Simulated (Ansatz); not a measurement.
## A series in volume scale on Hg

All results are calculated (Ansatz 0.2.0). Plane-wave DFT, scalar-relativistic PAW made under PBE with cores redone for the functional, no dispersion; the given relaxed cell is scaled uniformly, energy at zero smearing counts from the unscaled cell, pressure at the given Fermi-Dirac smearing is positive in compression.

The cell before it is scaled or strained (space group P6_3/mmc, No. 194):
```
CELL_PARAMETERS angstrom
3.12190 0.00000 0.00000
-1.56100 2.70370 0.00000
0.00000 0.00000 10.50850
ATOMIC_POSITIONS crystal
Hg 0.00000 0.00000 0.00000
Hg 0.00000 0.00000 0.50000
Hg 0.33333 0.66667 0.25000
Hg 0.66667 0.33333 0.75000
```

Settings of every row: spin polarised no; functional LDA; wave cutoff 420 eV; smearing width 0.1 eV; k mesh 13x13x4.

Atom starting moment: 0 on all atoms.

Limits: no spin-orbit coupling, which can matter with elements this heavy; the cell comes from a prototype or a list of computed structures and needn't be the stable phase.

```
row  volume scale  V (Å³/atom)  pressure (GPa)  energy change per atom (meV)
  1          0.88       19.514            9.78                         67.35
  2          0.92       20.401            5.35                         25.98
  3          0.96       21.288            2.16                          5.53
  4          1.04       23.062           -1.63                          4.65
  5          1.08       23.949               ?                             ?
  6          1.12       24.836            -3.5                         32.99
```

Question: what pressure should row 5 give?

Worked fit of pressure. Take u = (V_r/V)^(2/3) − 1 with V_r = 21.288 Å³ an atom, which is twice the finite (Eulerian) strain; such expansions in the strain, on which the Birch-Murnaghan equation of state is built, carry the rest volume and the bulk modulus. The shown rows have u = 0.05972, 0.02878, 0, -0.05196, -0.09766. Least squares give pressure = 2.233 + 99.59 × u + 425.7 × u² GPa; a straight line predicts inner rows, each left out in turn, worse (root mean square 1.2 against 0.21 GPa). The rows lie off it by 0.08, -0.10, -0.07, 0.16, -0.07 (root mean square 0.1 GPa). The withheld row has u = -0.07552, so the fit gives 2.233 + 99.59 × (-0.07552) + 425.7 × (-0.07552)² = -2.86 GPa.

The calculation gave -2.72 GPa. The fit lies 0.14 GPa (5.1 % of the value, 1.1 % of the column's range) below it; its largest miss of a shown row is 0.16 GPa.

The other values of row 5: energy change per atom 16.24 meV.
